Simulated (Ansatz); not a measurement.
# Li: pressure and energy above lowest point against volume scale

Free energy against uniform scaling of the volume at fixed shape and fractions; periodic cell, basis, potentials, k mesh and filling as listed. The results are calculated, by Ansatz 0.2.0.

The cell before it is scaled or strained (space group P6/mmm, No. 191):
```
Li
1.0
      4.9489     0.0000     0.0000
     -2.4744     4.2858     0.0000
      0.0000     0.0000     2.8888
Li
3
Direct
  0.00000 0.00000 0.00000
  0.66667 0.33333 0.50000
  0.33333 0.66667 0.50000
```

Settings of every row: functional r2SCAN; dispersion none; potentials PAW; wave cutoff 761.92 eV; density cutoff 3047.7 eV; k mesh 7x7x10; k shift 0x0x0; occupations fermi dirac; smearing width 0.2 eV; spin none.

Limits: coarse k mesh, up to 40 meV an atom off; the cell comes from a prototype or a list of computed structures and needn't be the stable phase.

| row | volume scale | V (Å³/atom) | pressure (GPa) | energy above lowest point (meV/atom) |
| --- | --- | --- | --- | --- |
| 1 | 0.9 | 18.381 | 2.22 | 17.2 |
| 2 | 0.925 | 18.892 | ? | ? |
| 3 | 0.95 | 19.403 | 1.24 | 6.2 |
| 4 | 0.975 | 19.913 | 0.83 | 3 |
| 5 | 1 | 20.424 | 0.46 | 0.9 |
| 6 | 1.025 | 20.934 | 0.12 | 0 |
| 7 | 1.05 | 21.445 | -0.18 | 0.1 |
| 8 | 1.075 | 21.956 | -0.45 | 1.1 |
| 9 | 1.1 | 22.466 | -0.7 | 2.9 |

Question: what pressure and energy above lowest point should row 2 give?

Worked fit of pressure. Take u = (V_r/V)^(2/3) − 1 with V_r = 20.679 Å³ an atom, which is twice the finite (Eulerian) strain; such expansions in the strain, on which the Birch-Murnaghan equation of state is built, carry the rest volume and the bulk modulus. The shown rows have u = 0.0817, 0.04338, 0.02548, 0.00831, -0.00814, -0.02396, -0.03916, -0.05376. Least squares give pressure = 0.285 + 20.4 × u + 40 × u² GPa; a straight line predicts inner rows, each left out in turn, worse (root mean square 0.062 against 0.0037 GPa). The rows lie off it by 0.00, -0.01, 0.00, 0.00, 0.00, 0.00, 0.00, 0.00. The pressure vanishes at u = -0.0144, or V = 21.13 Å³ an atom, and there the bulk modulus at fixed shape and fractions is B = −V dP/dV = (2/3)(1 + u) dP/du = 12.6 GPa. Letting shape and atoms relax would as a rule lower it, by much in layered, chain or molecular crystals. The withheld row has u = 0.06211, so the fit gives 0.285 + 20.4 × (0.06211) + 40 × (0.06211)² = 1.71 GPa.

The calculation gave 1.71 GPa. The fit meets it to the printed digit.

Worked fit of energy above lowest point. Take u = (V_r/V)^(2/3) − 1 with V_r = 20.679 Å³ an atom, which is twice the finite (Eulerian) strain; such expansions in the strain, on which the Birch-Murnaghan equation of state is built, carry the rest volume and the bulk modulus. The shown rows have u = 0.0817, 0.04338, 0.02548, 0.00831, -0.00814, -0.02396, -0.03916, -0.05376. Least squares give energy above lowest point = 0.34 + 53.7 × u + 1871 × u² meV/atom; a straight line predicts inner rows, each left out in turn, worse (root mean square 2.8 against 0.048 meV/atom). The rows lie off it by 0.0, 0.0, 0.1, 0.0, 0.0, 0.0, 0.0, 0.0. Its lowest point lies at u = -0.0144, or V = 21.13 Å³ an atom, and the curvature there gives the bulk modulus at fixed shape and fractions, B = (4/9)(1 + u)² E″(u)/V = 12.2 GPa. Letting shape and atoms relax would as a rule lower it, by much in layered, chain or molecular crystals. The withheld row has u = 0.06211, so the fit gives 0.34 + 53.7 × (0.06211) + 1871 × (0.06211)² = 10.9 meV/atom.

The calculation gave 10.9 meV/atom. The fit meets it to the printed digit.
